\section{The Frenkel--Kontorova kink and the Peierls--Nabarro barrier}

\subsection{Premises}

A chain of atoms of mass $m$, one per lattice site $n$, is held together by harmonic nearest-neighbour springs $K$. It lies on a rigid substrate whose potential along the displacement $s_n$ is $\epsilon\,[1-\cos(2\pi s_n/\ell)]$. The motion is classical. With $u_n=2\pi s_n/\ell$, energy in units of $\epsilon$ and time in units of $1/\omega_0$,
\begin{equation}
H=\sum_n\Big[\tfrac12 p_n^2+\tfrac g2(u_{n+1}-u_n)^2+1-\cos u_n\Big],\quad
g=\frac{K\ell^2}{4\pi^2\epsilon},\quad \omega_0=\frac{2\pi}{\ell}\sqrt{\frac{\epsilon}{m}} ,
\label{fk:H}
\end{equation}
and Hamilton's equations give
\begin{equation}
\ddot u_n=g\,(u_{n+1}-2u_n+u_{n-1})-\sin u_n .
\label{fk:eom}
\end{equation}
A misfit $\mu$ between spring length and lattice spacing replaces the bond term by $\tfrac g2(u_{n+1}-u_n-\mu)^2$. The cross term telescopes to $-g\mu(u_{+\infty}-u_{-\infty})$, which shifts the energy of a kink but not its shape, mass or barrier. Below, $d=\sqrt g$.

\subsection{Phonons}

For small $u_n$, $\sin u_n\to u_n$, and $u_n\propto e^{i(qn-\omega t)}$ turns the second difference into the factor $2\cos q-2$:
\begin{equation}
\omega^2=1+4g\sin^2(q/2).
\end{equation}
The band runs from the gap $\omega=1$ to $\sqrt{1+4g}$. Static solutions $e^{\pm hn}$ follow from $\omega=0$, $q=\mp ih$:
\begin{equation}
2\sinh(h/2)=\frac1d,\qquad \frac1h=d+\frac{1}{24\,d}+O(d^{-3}).
\label{fk:h}
\end{equation}

\subsection{Continuum kink: shape, energy, mass}

If $u_n=u(n)$ varies slowly, the second difference is $u''+u''''/12+\dots$, and the first term gives the sine-Gordon equation $\ddot u-gu''+\sin u=0$ with limiting speed $d$ sites per unit time. A static solution conserves
\begin{equation}
P=\tfrac g2u'^2-(1-\cos u),
\label{fk:P}
\end{equation}
since $P'=u'(gu''-\sin u)=0$. For $u(-\infty)=0$, $u(\infty)=2\pi$ one has $P=0$, so $d\,u'=2\sin(u/2)$, which integrates to $\ln\tan(u/4)=x/d$:
\begin{equation}
u_n=u(n-X),\quad u(x)=4\arctan e^{x/d},\quad u'=\frac2d\,\mathrm{sech}\frac xd,\quad 1-\cos u=2\,\mathrm{sech}^2\frac xd .
\label{fk:kink}
\end{equation}
This defect stretches the chain. Its mirror image $4\arctan e^{-(n-X)/d}$ compresses it and has the same properties. The width $2\pi/u'_{\max}$ is $\pi d$ sites, so slow variation means $g\gg1$. Because $P=0$, the two terms of the energy density are equal, and $E=\int4\,\mathrm{sech}^2(x/d)\,dx=8d$. The next gradient term follows from $4\sin^2(k/2)=k^2-k^4/12+\dots$ in Fourier space. It is $-\tfrac{g}{24}\int u''^2dx$, and since the energy is stationary it may be evaluated on \eqref{fk:kink}, where $u''=\sin u/g$ and $\int\sin^2u\,dx=8d/3$:
\begin{equation}
E_k=8\sqrt g-\frac{1}{9\sqrt g}+\dots
\label{fk:E}
\end{equation}
For a slowly moving centre $X(t)$, $\dot u_n=-u'\dot X$, and the kinetic energy is $\tfrac12M\dot X^2$ with $M=\int u'^2dx=8/\sqrt g$, so that $8d=Md^2$. If the position is counted as $2\pi X$, one site being $2\pi$, the mass becomes
\begin{equation}
m_k=\frac{M}{4\pi^2}=\frac{2}{\pi^2\sqrt g}.
\end{equation}
For lattice spacing $a$ the physical mass conjugate to the position $aX$ is $m\,(\ell/a)^2m_k$.

Two like kinks a distance $L\gg d$ apart repel. Between them the deviation from the well is $w=-\alpha e^{-x/d}+\beta e^{x/d}$, for which \eqref{fk:P} gives $P=2\alpha\beta$. The tails of \eqref{fk:kink} have amplitude 4, so $\alpha\beta=16e^{-L/d}$. As $P$ is the static flux of field momentum, the force, in energy per site, is $32e^{-L/d}$.

\subsection{Barrier of the unrelaxed shape}

No finite order of the gradient expansion depends on $X$. The dependence appears when sums are kept as sums. Insert \eqref{fk:kink} unchanged into \eqref{fk:H} and apply Poisson summation:
\begin{equation}
E_{\rm r}(X)=\sum_l(F_l+G_l)\,e^{2\pi ilX},\quad
F_l=\int(1-\cos u)\,e^{2\pi ilx}dx,\quad G_l=\frac g2\int D^2e^{2\pi ilx}dx,
\end{equation}
with $D(x)=u(x+1)-u(x)$. Both coefficients are real and even in $l$, by reflection symmetry about $x=0$ and $x=-\tfrac12$. Put $x=x_p+z$ with $x_p=i\pi d/2$. Then $e^{x/d}=ie^{z/d}$, and $\arctan v=\frac1{2i}\ln\frac{1+iv}{1-iv}$ gives
\begin{equation}
u=-2i\ln\Big(-\tanh\frac{z}{2d}\Big),\qquad 1-\cos u=-\frac{2}{\sinh^2(z/d)} .
\label{fk:sing}
\end{equation}
Under $x\to x+i\pi d$ the slope $u'$ changes sign, so $1-\cos u$ and $D^2$ are unchanged, while $e^{2\pi ix}$ acquires $e^{-2\pi^2d}$. The rectangle between the two lines therefore gives $(1-e^{-2\pi^2d})$ times the wanted integral, and this equals the counter-clockwise integral around the singularities on $\mathrm{Im}\,x=\pi d/2$, where $e^{2\pi ix}=e^{-\pi^2d}e^{2\pi iz}$. The ratio of the two factors is $1/(2\sinh\pi^2d)$.

The substrate term has the double pole $-2g/z^2$ without a simple pole, which contributes $2\pi i\cdot2\pi i\cdot(-2g)=8\pi^2g$. Hence $F_1=4\pi^2g/\sinh\pi^2d$.

The bond term is $\tfrac g2D^2=-2g\Lambda^2$ with $\Lambda=\ln[\tanh\frac{z+1}{2d}/\tanh\frac z{2d}]$, which has a cut on $-1<z<0$ with integrable end points. With $w=z+1$ and $\lambda(w)=\ln\tanh\frac{w}{2d}-\ln\tanh\frac{1-w}{2d}$, $\Lambda=\lambda+i\pi$ below the cut and $\lambda-i\pi$ above, so $\Lambda^2$ jumps by $4\pi i\lambda$. Since $\lambda$ is odd about $w=\tfrac12$,
\begin{equation}
\int_0^1\lambda\,e^{2\pi iw}dw=2i\int_0^1\ln\tanh\frac{w}{2d}\,\sin2\pi w\,dw=-\frac{i}{\pi}C(d),\quad
C(d)=\int_0^1\frac{1-\cos2\pi w}{d\sinh(w/d)}\,dw,
\end{equation}
the last step by parts. The contour integral is $-2g\cdot4\pi i\cdot(-iC/\pi)=-8gC$, so $G_1=-4gC/\sinh\pi^2d$. Harmonics $|l|\ge2$ are smaller by further factors of order $e^{-\pi^2d}$. The barrier $E_{\rm r}(0)-E_{\rm r}(\tfrac12)=4(F_1+G_1)$ is
\begin{equation}
E^{\rm r}_{\rm PN}=\frac{16g\,[\pi^2-C(d)]}{\sinh\pi^2d}\;\to\;32\,[\pi^2-\mathrm{Cin}(2\pi)]\,g\,e^{-\pi^2\sqrt g}=237.8\,g\,e^{-\pi^2\sqrt g},
\label{fk:rigid}
\end{equation}
where $C=\mathrm{Cin}(2\pi)-1/(12g)+\dots$ and $\mathrm{Cin}(2\pi)=\int_0^1(1-\cos2\pi w)\,dw/w=2.4377$. The substrate term alone gives the prefactor $32\pi^2=315.8$. The springs contribute at the same order with the opposite sign. The energy is highest with an atom on top of the substrate maximum ($X$ integer) and lowest with the centre between two atoms.

\subsection{Barrier of the relaxed kink}

The prefactor in \eqref{fk:rigid} comes from $|z|\sim1$, where $u''\sim z^{-2}$ and $u''''\sim z^{-4}$ are comparable for any $g$. Relaxation, a correction of relative order $1/g$ on the real axis, thus changes the prefactor by a factor of order one. The following matched-asymptotic argument is formal and is tested numerically at the end.

\emph{Two exact branches.} The static form of \eqref{fk:eom} has a solution $u^-(x)=\sum_ka_ke^{(2k+1)hx}$ with real $a_k$ fixed recursively by $a_0$, which vanishes at $x\to-\infty$. Fix the origin by $u^-(0)=\pi$. By symmetry $u^+(x)=2\pi-u^-(-x)$ also solves the equation and tends to $2\pi$ at $+\infty$. The two share one expansion in powers of $h^2$, so the even function $\Delta=u^+-u^-$ is small beyond all orders.

\emph{Energy along the path.} Take $u_n=u^-(n-X)$ for $n\le0$ and $u^+(n-X)$ for $n\ge1$. Every site is in equilibrium except two, with $\partial H/\partial u_0=-g\Delta(1-X)$ and $\partial H/\partial u_1=g\Delta(-X)$. With $du_n/dX=-u'$,
\begin{equation}
\frac{dE}{dX}=g\,W(-X),\qquad W(x)=u'(x)\Delta(x+1)-u'(x+1)\Delta(x).
\label{fk:W}
\end{equation}
To first order in $\Delta$, both $u'$ and $\Delta$ obey $\psi(x+1)+\psi(x-1)=(2+\cos u/g)\,\psi(x)$, from which $W(x)=W(x-1)$. At $X=0$, $\Delta(0)=\Delta(1)=0$, and the configuration is the exact site-centred kink. At $X=\tfrac12$ the two residual forces are opposite and hence orthogonal to the soft translation mode $u'$, so the energy equals that of the exact bond-centred kink up to $O(\Delta^2)$.

\emph{Inner equation.} The Fourier coefficients of the periodic $W$ are found near the singularity, now at $x_p=i\pi/2h$. Its height is exact, because every term of $u^-$ is imaginary on $\mathrm{Im}\,x=\pi/2h$, as \eqref{fk:sing} is on the line through its singularity. The symmetry $x\to-x$ fixes $\mathrm{Re}\,x_p=0$. For $|z|\ll d$, $e^{-iu}\simeq4g/z^2$ is large and $e^{iu}$ may be dropped from $\sin u$. Setting $u=i(\varphi+\ln4g)$ removes $g$:
\begin{equation}
\varphi(z+1)-2\varphi(z)+\varphi(z-1)=2e^{\varphi},\qquad \varphi\sim-2\ln(-z)+\sum_{k\ge1}c_kz^{-2k},
\label{fk:inner}
\end{equation}
with the cut of the logarithm pointing upward. The second difference of $-2\ln(-z)$ is $-2\ln(1-z^{-2})$, and that of $z^{-2k}$ follows from the binomial series. With $\exp\sum_kc_ky^k=\sum_je_jy^j$, that is $je_j=\sum_kkc_ke_{j-k}$, the order $z^{-2j-2}$ reads
\begin{equation}
\frac1{j+1}+\sum_{k=1}^{j}\binom{2j+1}{2k-1}c_k=e_j .
\end{equation}
This gives $c_1=-\frac14$, $c_2=\frac{91}{864}$, $c_3=-\frac{319}{2880}$, $c_4=0.20559$, $c_5=-0.58400$, and the entries of the table below.

\emph{Splitting.} The series diverges factorially. The difference of two solutions with the same series obeys the linearised equation. Its slowly varying solutions are $\varphi'\sim-2/z$ and, by substitution, $\psi=z^2+\frac14+\frac1{27}z^{-2}-\frac1{30}z^{-4}+\dots$, each times a 1-periodic factor. The slowest periodic factor that decays towards the real axis is $e^{-2\pi iz}$, and $\psi$ dominates the growth of the $c_k$. Write $c_k=(-1)^kK_k(2k+1)!/(2\pi)^{2k+2}$, let $K_k\to K_\infty$, and use $z^{-n-1}=\int e^{-zs}s^nds/n!$. The leading growth sums to
\begin{equation}
K_\infty z^2\int e^{-zs}\frac{s\,ds}{s^2+4\pi^2},
\end{equation}
with $s$ running from 0 along the positive real axis for $\varphi^+$ ($\mathrm{Re}\,z>0$) and along the negative one for $\varphi^-$. Continuation to $z=-i|z|$ rotates both rays towards the positive imaginary axis, one on each side of the pole $s=2\pi i$, whose residue is $\tfrac12e^{-2\pi iz}$. The ray of $\varphi^+$ passes on the right, so the difference is a counter-clockwise loop and $\varphi^+-\varphi^-\simeq i\pi K_\infty z^2e^{-2\pi iz}$. Completing $z^2$ to $\psi$ and expanding each term back gives
\begin{equation}
\frac{K_k}{K_\infty}\simeq1-\frac{(2\pi)^2}{4}\frac{(2k-1)!}{(2k+1)!}+\frac{(2\pi)^4}{27}\frac{(2k-3)!}{(2k+1)!}+\frac{(2\pi)^6}{30}\frac{(2k-5)!}{(2k+1)!}.
\end{equation}
Dividing $K_k$ by the right side yields estimates $\tilde K_k$:
\begin{center}
\begin{tabular}{cccc}
$k$&$c_k$&$K_k$&$\tilde K_k$\\\hline
6&2.3439&56.26&59.74\\
7&$-12.615$&56.92&59.58\\
8&87.662&57.41&59.49
\end{tabular}
\end{center}
The steps shrink roughly geometrically, and Aitken extrapolation of the last column gives $K_\infty\approx59.4$.

\emph{Matching.} For $1\ll|z|\ll d$ below $x_p$, $u'\simeq-2i/z$ and $\Delta\simeq-\pi K_\infty z^2e^{-2\pi iz}$. Since $(z+1)^2/z-z^2/(z+1)\to3$,
\begin{equation}
W\simeq6\pi iK_\infty e^{-2\pi iz}=6\pi iK_\infty e^{-\pi^2/h}e^{-2\pi ix}.
\end{equation}
This is the Fourier component that grows upward. Reality on the real axis supplies its conjugate, and no constant term occurs because $E(X)$ is periodic at this order. Thus $W=12\pi K_\infty e^{-\pi^2/h}\sin2\pi x$, and \eqref{fk:W} integrates to
\begin{equation}
E(X)=\bar E+\tfrac12E_{\rm PN}\cos2\pi X,\qquad E_{\rm PN}=A\,g\,e^{-\pi^2/h},\qquad A=12K_\infty\approx713,
\label{fk:PN}
\end{equation}
with the last figure of $A$ uncertain and relative corrections of order $1/g$. The static recursion is the standard map, in whose theory $\pi A/2$ is known as Lazutkin's constant. By \eqref{fk:h}, $e^{-\pi^2/h}\simeq e^{-\pi^2\sqrt g}e^{-\pi^2/(24\sqrt g)}$, so $E_{\rm PN}\sim Ag\,e^{-\pi^2\sqrt g}$ asymptotically, 3.0 times the unrelaxed value. Relaxation lowers both stationary energies, but the bond-centred one by more. Small oscillations in a well have $M\omega_{\rm PN}^2=2\pi^2E_{\rm PN}$, or $\omega_{\rm PN}^2=\pi^2\sqrt g\,E_{\rm PN}/4$.

\emph{Test.} For $g=1$, iterate the static recursion from a tail $\tau e^{hn}$ and adjust $\tau$ until $u_0=\pi$ or $u_0+u_1=2\pi$. The energies are 7.892 and 7.867, against 7.889 from \eqref{fk:E}, and the barrier is 0.0254. Equation \eqref{fk:PN} gives 0.0251. The same prefactor with $e^{-\pi^2\sqrt g}$ gives 0.0369, and the unrelaxed expression \eqref{fk:rigid} before the limit gives 0.0124.

\subsection{Range of validity}

(i) Shape, energy and mass are leading terms for $g\gg1$ with relative corrections $O(1/g)$. Equation \eqref{fk:PN} is within about one per cent of the direct solution at $g=1$, provided $h$ is kept in the exponent. For $g\to0$ the atoms sit in the wells and the barrier tends to 2, the cost of lifting one atom over the maximum. (ii) The exponent is $2\pi\,\mathrm{Im}\,x_p$. Higher harmonics of the substrate potential, anharmonic springs or longer-ranged forces move the singularity and change the exponent as well as $A$. (iii) Pinning decides the position of a kink only if the largest slope of \eqref{fk:PN}, $\pi E_{\rm PN}$ per site, exceeds all other forces, among them $32e^{-L/d}$. (iv) The picture of a particle of mass $M$ needs $|\dot X|\ll d$ and neglects phonon radiation. (v) Classical trapping needs $E_{\rm PN}$, in absolute units, above both $k_BT$ and $\hbar\omega_{\rm PN}$. (vi) The substrate is rigid, and only for that reason do the phonons have a gap.

\subsection{Illustration: domain walls of the Au(111) herringbone reconstruction}

In the typical stripe structure the top layer places 23 atoms on 22 sites along $x=[1\bar10]$. The stacking alternates between fcc and hcp through two compressive walls per period, on average $L=11.5$ atoms apart. Across a wall the atoms pass from an fcc hollow over the bridge site to an hcp hollow. The path is assumed straight, of length $\ell=a/\sqrt3$, with direction cosines $\sqrt3/2$ along $x$ and $1/2$ along $y=[11\bar2]$. For a straight wall along $y$ the displacement depends on $x$ alone, and each close-packed row is modelled as one chain. Successive rows are staggered by $a/2$ along $x$, so a wall centred at $X$ in one row is centred at $X+\tfrac12$ in the next. The inputs from outside the derivation are typical or assumed values: $a=2.88$~\AA, $m=196.97$~u, a bridge barrier $2\epsilon=40$~meV per atom, and an hcp--fcc offset $\delta=10$~meV per atom that the sinusoidal model omits.

The stiffness is estimated by treating the layer as a slice of bulk gold with the compiled room-temperature constants $C_{11}=192.44$, $C_{12}=162.98$, $C_{44}=42$~GPa (Blaschke). For unit vectors $\mathbf n,\mathbf m$ and $\mathcal H=C_{11}-C_{12}-2C_{44}=-54.54$~GPa, cubic symmetry gives $C_{nnmm}=C_{12}+2C_{44}(\mathbf n\cdot\mathbf m)^2+\mathcal H\sum_in_i^2m_i^2$ and, for $\mathbf n\perp\mathbf m$, $C_{nmnm}=C_{44}+\mathcal H\sum_in_i^2m_i^2$. With $z=[111]$, $C_{xxxx}=219.71$, $C_{zzzz}=228.80$, $C_{xxzz}=144.80$ and $C_{xyxy}=32.91$~GPa, while $C_{xxxy}$ and $C_{zzxy}$ vanish. Zero normal stress gives $Y=C_{xxxx}-C_{xxzz}^2/C_{zzzz}=128.07$~GPa. The gradient along $x$ is $(s_{n+1}-s_n)/a$ and the volume per atom is $a^3/\sqrt2$, so
\begin{equation}
K=\Big(\tfrac34Y+\tfrac14C_{xyxy}\Big)\frac{a}{\sqrt2}=104.28~\text{GPa}\times\frac{a}{\sqrt2}=21.24~\text{N/m}=1.325~\text{eV/\AA}^2 .
\end{equation}
With $\ell=1.663$~\AA\ and $\epsilon=20$~meV, $g=4.64$, $d=2.154$, $h=0.4601$ and $\hbar\omega_0=2.46$~meV. The model's wall is $\pi d=6.8$ atoms or 19.5~\AA\ wide. Per row it costs $8d\,\epsilon=345$~meV before the misfit term, with a discreteness correction of $-1.0$~meV, and its mass is $m\,m_k/3=0.031\,m=6.2$~u. With $\pi^2/h=21.45$, the model's barrier for an isolated chain is
\begin{equation}
E_{\rm PN}=1.6\times10^{-6}\,\epsilon=3.2\times10^{-8}~\text{eV},
\end{equation}
against $1.3\times10^{-8}$~eV for the unrelaxed shape. Only the order of magnitude carries meaning, since an assumed $2\epsilon=60$~meV gives $g=3.09$ and $1.5\times10^{-6}$~eV, nearly fifty times more. A straight wall does not collect this barrier row by row. Because of the stagger, the terms $\tfrac12E_{\rm PN}\cos2\pi X$ and $\tfrac12E_{\rm PN}\cos2\pi(X+\tfrac12)$ of neighbouring rows cancel. The pinning potential then has period $a/2$ and starts with the second harmonic, of order $e^{-2\pi^2/h}$, which is smaller by $e^{-\pi^2/h}=5\times10^{-10}$ apart from a prefactor not derived here. The pinning values of the isolated chain are therefore only upper bounds for the straight wall.

Conditions (iii) and (v) fail by wide margins. The isolated chain has $\omega_{\rm PN}=2.9\times10^{-3}\omega_0$, or $\hbar\omega_{\rm PN}=7.2~\mu$eV, far above its barrier. Even 100 such barriers added in phase, an upper bound for a rigid segment of 100 rows, make only $3.2~\mu$eV, against $k_BT=25.9$~meV at 300~K. The largest pinning force of an isolated chain, $1.0\times10^{-4}$~meV per site and again an upper bound per row of the wall, faces a wall repulsion $32\epsilon e^{-L/d}=3.1$~meV per site and the offset $\delta$, which pushes each wall into the hcp stripe with 10~meV per site. These two set the wall positions. To first order in $\delta/2\epsilon=0.25$, the balance $32\epsilon(e^{-L_h/d}-e^{-L_f/d})=\delta$ with $L_h+L_f=23$ gives stripes of about 9 (hcp) and 14 (fcc) atoms. An offset of this size also deforms the potential and alters the exponent of the barrier, as stated under (ii). As typical knowledge and not as a measurement, the walls of the real surface keep their places at room temperature, so the model's barrier falls short of their actual resistance to motion by at least several orders of magnitude. That resistance is attributed to the dislocations at the elbows, to steps and to the elastic strain of the substrate, none of which is contained in \eqref{fk:H}.